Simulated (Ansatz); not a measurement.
**Ligand exchange: BH(CH3)I + C3H8O → BH(CH3)(OH) + C3H7I**

Species: BH(CH3)I, singlet; C3H8O (1-propanol) `CCCO`, singlet; BH(CH3)(OH), singlet; C3H7I (1-iodopropane) `CCCI`, singlet. The partners trade I for OH: B–I and C–OH bonds give way to B–OH and C–I.

Shapes, held fixed at every level: PBE0-D4/def2-TZVP. Flexible molecules stand in one conformer, not always the lowest. Programs: Ansatz 0.2.0. Electronic energies: no zero-point or thermal term.

| level | kind | ΔE (kJ/mol) | less CCSD(T)/def2-TZVPP | CPU time (sum over the molecules) |
| --- | --- | --- | --- | --- |
| HF/def2-TZVPP | Hartree–Fock | -104.6 | +9.2 | – |
| PBE-D4/def2-TZVPP | GGA | -110.1 | +3.7 | 18 s |
| r2SCAN-D4/def2-TZVPP | meta-GGA | -111.1 | +2.7 | 29 s |
| PBE0-D4/def2-TZVPP | global hybrid | -108.6 | +5.2 | 19 s |
| wB97X-V/def2-TZVPP | range-separated hybrid | -109.9 | +3.9 | 48 s |
| B2PLYP/def2-TZVPP | double hybrid | -115.0 | -1.2 | 38 s |
| CCSD(T)/def2-TZVPP | coupled cluster or CI | -113.8 | 0.0 | 10 min |

The highest level, CCSD(T)/def2-TZVPP, gives ΔE = -113.8 kJ/mol; the levels span -115.0 to -104.6. The column of differences is taken from that level and isn't an error. No measured value is set beside it here. For atoms past krypton def2 sets carry core potentials with scalar relativity. Correlated rows may include outer-core shells of I, which these sets cover unevenly. Times are processor times on shared x86 and Arm servers, and rough.

Exchange of iodide for hydroxide is strongly downhill in electronic energy at every level, with -113.8 kJ/mol from coupled cluster. The driving force lies mainly at boron. Its bond to oxygen is short, strongly polar and reinforced by donation from an oxygen lone pair into the empty boron p orbital, whereas the diffuse 5p orbitals of iodine overlap poorly with that orbital. Saturated carbon has no comparable acceptor orbital, so it loses less when it trades oxygen for iodine.

Hartree–Fock already recovers most of the energy, which suggests that electron correlation largely cancels between two sides with the same number of single bonds. The remainder favours the products, but agreement with coupled cluster doesn't improve steadily with the kind of functional: PBE0 lies further away than PBE, while B2PLYP comes closest. The preference for oxygen on boron is therefore secure, but the reaction energy doesn't show whether C–O cleavage can compete kinetically with O–H protonolysis to an alkoxyborane and hydrogen iodide.
